**Q:** I have four adsorbates on Ta(110), each started from two or three sites. I assumed that an atom whose binding depends strongly on the site would also change the work function strongly from site to site. Does the table bear that out?

One adsorbate per 1×1 cell on a four-layer Ta(110) slab, relaxed with the lower two layers fixed (Ansatz 0.2.0, scalar-relativistic plane-wave PAW, PBEsol, 420 eV cutoff, 11×11×1 k mesh, slabs without spin). Adsorption energies are relative to the clean slab and free spin-polarised adsorbate, changes to the clean slab; positive dipoles point out of the covered face.

```csv
adsorbate,start site,start site atoms,adsorption energy (eV),work function change (eV),dipole change (e Å),shortest contact length (Å)
C,bridge,Ta-Ta,-6.049,1.581,-0.06700,1.958
C,hollow,Ta-Ta-Ta,-7.191,1.493,-0.06300,1.987
C,top,Ta,-4.205,1.988,-0.08500,1.969
F,bridge,Ta-Ta,-5.842,0.688,-0.03100,2.110
F,hollow,Ta-Ta-Ta,-6.040,-0.325,0.01200,2.157
F,top,Ta,-5.438,2.119,-0.09100,1.855
NH,bridge,Ta-Ta,-6.280,-2.187,0.09100,2.078
NH,hollow,Ta-Ta-Ta,-6.280,-2.190,0.09100,2.077
NH,top,Ta,-6.280,-2.189,0.09100,2.077
O,bridge,Ta-Ta,-7.495,1.200,-0.05300,1.904
O,hollow,Ta-Ta-Ta,-7.974,0.815,-0.03500,2.036
```

**A:** Compare carbon with fluorine. A more negative adsorption energy means stronger binding, and the work function change tells how much harder it becomes to pull an electron out through the covered face. Between its best and worst sites carbon's energy changes by 2.99 eV and fluorine's by only 0.60 eV. For the work function the order is reversed: carbon's change varies by 0.50 eV and fluorine's by 2.44 eV. So the two sensitivities need separate explanations.

**Q:** Start with the energy. Why does carbon care so much where it sits?

**A:** Count the electrons missing from the 2p shell: four for carbon, two for oxygen, one for fluorine. Each vacancy lets the atom form one bond with the metal. On top of a single Ta atom, carbon can't put four bonds to good use, so every added neighbour brings a large gain. Fluorine has one bond to give, and a second or third neighbour merely shares it. This is a chemical argument, but the contact lengths support it.

**Q:** How do lengths show that a bond is being shared?

**A:** A shared bond is weaker towards each neighbour, and therefore longer. Fluorine's shortest contact grows by 0.26 Å from top to bridge, where two neighbours first compete for one vacancy. Oxygen's grows by 0.13 Å from bridge to hollow, where a third neighbour joins two vacancies. Carbon never has more neighbours than vacancies, and its contact stays within 0.03 Å over all three sites. From bridge to hollow fluorine's shortest contact grows by only 0.05 Å, but that understates the step. In the hollow one Ta atom lies about 0.11 Å nearer than the other two, so the mean contact grows by about 0.12 Å. The table gives only shortest contacts, so the hollow values for carbon and oxygen may hide a similar spread. Contacts between ions also lengthen as neighbours are added, so the lengths fit the idea of sharing without proving it.

**Q:** Can the counting predict an energy?

**A:** Roughly. Take the cost of a site to be its energy above the hollow, the lowest listed site for C, O and F; the free atom's energy then cancels. Strict counting of one bond per vacancy would give oxygen and fluorine no bridge cost at all, so a looser assumption is needed. If the cost is proportional to the number of vacancies, carbon sets the scale and oxygen follows. Carbon's bridge cost is $7.191-6.049=1.142$ eV, so oxygen's should be

$$\frac{2}{4}\times 1.142\ \text{eV}=0.571\ \text{eV}.$$

The calculation gives 0.479 eV, a value that played no part in the estimate.

**Q:** That is about a fifth too high. Does fluorine do better?

**A:** No. The rule overshoots by a quarter of the computed cost for fluorine on top and by nearly half at the bridge. It gets the order and the rough size, while the real costs fall somewhat faster than the count. Electronegativity and atomic size also change steadily from carbon to fluorine, so three elements can't prove that vacancies alone are responsible.

**Q:** Couldn't it be simpler, with stronger binders just caring more about the site?

**A:** Oxygen speaks against that. It binds most strongly of all, yet its bridge cost lies between those of carbon and fluorine. Scaling carbon's cost by binding strength would give oxygen 1.27 eV, more than twice the computed value.

**Q:** Now the work function. Fluorine is the most electronegative, so shouldn't it raise the work function most?

**A:** It does so only on top, where it slightly exceeds carbon and oxygen isn't listed. At the bridge carbon raises it by 1.58 eV and fluorine by 0.69 eV, although carbon sits closer to the metal. In the hollow fluorine even lowers it. Electronegativity tells which way charge tends to move, but the work function responds to the dipole, which also depends on how far the charge is displaced.

**Q:** Then height should settle it. The lower the atom, the smaller the dipole?

**A:** That is the simplest model. A layer of dipoles changes the work function by

$$\Delta\Phi=-\frac{e\mu}{\varepsilon_0 A},$$

where $\mu$ is the outward dipole per cell, $A$ the cell area, $e$ the elementary charge and $\varepsilon_0$ the vacuum permittivity. An atom with fixed negative charge $-q$ at height $h$ above its balancing positive charge has $\mu=-qh$, so $\Delta\Phi$ should shrink in proportion to $h$. Here $h$ is measured from the plane of the top Ta nuclei. That is a choice: in a metal the balancing charge is expected to sit further out. The printed heights follow from the shortest contacts and the surface geometry, if the hollow atom touches three Ta atoms equally. Fluorine doesn't: its relaxed position is about 1.4 Å up, 0.14 Å higher than printed, and I use that height below.

**Q:** And does it shrink that way?

**A:** It does shrink for C, O and F as they move lower, but not in proportion. Starting from the bridge, the model puts carbon in the hollow 0.37 eV too low and fluorine, at its relaxed height, 0.95 eV too high. Oxygen misses in fluorine's direction, by less. Moving the hollow atom between the two Ta atoms that lie farther apart changes the sizes of these misses but not their signs, as the printed analysis shows. The misses do depend on the zero of height: raising it would deepen carbon's, shrink fluorine's and could reverse oxygen's. Three equal contacts also give the lowest height a contact allows, and a higher hollow carbon would miss by less.

**Q:** So carbon's charge grows as it sinks, and fluorine's fades?

**A:** For carbon that is a reasonable reading. Its shell is far from full, so more Ta neighbours can hand it more charge, which partly makes up for the lower height. Fluorine's shell is nearly full already, so it should gain little charge to offset the loss of height. These are chemical arguments, as the calculation lists no atomic charges. The slopes show the contrast without any choice of zero. Fluorine's work function change falls by 4.9 eV per Å of height from top to bridge and by about 6.8 from bridge to hollow. Carbon's falls by only 0.7 and then by 0.2 to 0.4, depending on which of the two assumed hollow positions it takes. A steady charge would give a straight line wherever its height is counted from, so fluorine's steepening fall needs something more. Dividing dipole by height from the nuclei gives only about 0.04 electron for carbon on top, so that ratio shouldn't be read as an atomic charge.

**Q:** A smaller height could bring fluorine's effect to zero. How does it become negative?

**A:** Something else must shift electrons inward. A bare metal's electron cloud spills slightly into the vacuum, and that spill raises the work function. An atom sitting low pushes part of the cloud back, and its own electrons can be pulled towards the metal. Both effects lower the work function and are known from other surfaces. An inward shift that grows as the atom sinks would fit fluorine's steepening fall through zero. A constant shift combined with a fading negative charge would fit it too, and the table can't tell the two apart. So the value of −0.33 eV doesn't have to mean that fluorine has become positive. Carbon sits lower still and yet raises the work function. If the same effects act there, the extra charge it takes up would have to outweigh them.

**Q:** NH looks odd. It has the same energy from every start. Is the surface flat for it?

**A:** No, those three rows are one structure reached three times. The run from the top start ends close to the mirror symmetry (Cm) of the hollow cells, which points to a hollow-type site. NH was free to slide, whereas C, O and F were held to the symmetry of their starting sites, so their top and bridge positions may be places they would leave if nudged. NH has as many valence electrons as oxygen, yet it lowers the work function by 2.19 eV. A hydrogen atom pointing outwards would put positive charge on the vacuum side and give that sign, but the final orientation isn't listed.

**Q:** Could I use these numbers for a lightly contaminated surface?

**A:** Not directly. Every surface Ta atom has its own adsorbate here, with neighbours 2.84 Å apart, so their influence on each other is part of every energy and dipole. Even the site order could differ at low coverage. The slabs were also computed without spin, so a magnetic state could lie lower. The makers of the data caution about this for the fluorine rows, but from tests on other systems; these runs gave no such warning. Carbon on top, with most of its valence unused, could have one too, which would lower its top cost. For carbon on top, fluorine at the bridge and all oxygen and NH rows the program does warn of a rough exchange-correlation potential where the electron density is thin. All the runs also combined PBEsol with PAW datasets made for PBE. What either does to the numbers wasn't tested. PBEsol also tends to bind adsorbates too strongly, which is expected to affect the adsorption energies themselves more than the differences between sites.

**Q:** Which calculation would you run next?

**A:** Oxygen on top, which the table lacks. Runs that failed or met a known fault of the program were left out, so it may have been tried already and need extra care. Half of carbon's cost there is about 1.5 eV, and since the rule has overshot each time, I'd guess a little less. I'd also map how the electron density changes when fluorine enters the hollow. How much of the negative work function change comes from the metal's pushed-back cloud, and how much from fluorine's own electrons?

The analysis program printed:

```
Site costs and fixed-charge test with bridge as reference and no test for NH:
  row  height in A  cost above hollow in eV  cost per missing 2p electron in eV  fixed-charge prediction less computed in eV  same with hollow atom between the far pair in eV
    C        1.348                    1.142                              0.2855                                            0                                                 0
    C       0.9599                        0                                   0                                      -0.3668                                           -0.1772
    C        1.969                    2.986                              0.7465                                       0.3221                                            0.3221
    F         1.56                    0.198                               0.198                                    -1.11e-16                                         -1.11e-16
    F        1.275                        0                                   0                                       0.8873                                            0.9427
    F        1.855                    0.602                               0.602                                       -1.301                                            -1.301
   NH        1.136                        0                                   0                                            0                                                 0
   NH        1.135                        0                                   0                                     0.006521                                          0.006521
   NH        1.135                        0                                   0                                     0.005521                                          0.005521
    O        1.268                    0.479                              0.2395                                            0                                                 0
    O        1.058                        0                                   0                                        0.186                                            0.3266
Carbon, spread of adsorption energy over sites, eV: 2.986
Fluorine, spread of adsorption energy over sites, eV: 0.602
Carbon, spread of work function change over sites, eV: 0.495
Fluorine, spread of work function change over sites, eV: 2.444
Oxygen bridge cost predicted from carbon by missing electrons, eV: 0.571
Fluorine bridge cost predicted from carbon by missing electrons, eV: 0.2855
Fluorine top cost predicted from carbon by missing electrons, eV: 0.7465
Oxygen bridge cost predicted from carbon by binding strength, eV: 1.266
Carbon contact, hollow less top, A: 0.018
Fluorine contact, hollow less top, A: 0.302
Oxygen contact, hollow less bridge, A: 0.132
Work function change at bridge, carbon less fluorine, eV: 0.893
Work function change at hollow, carbon less fluorine, eV: 1.818
Work function change, NH from hollow start less oxygen at hollow, eV: -3.005
Largest gap between Helmholtz value from the dipole and work function change, eV: 0.06028
```
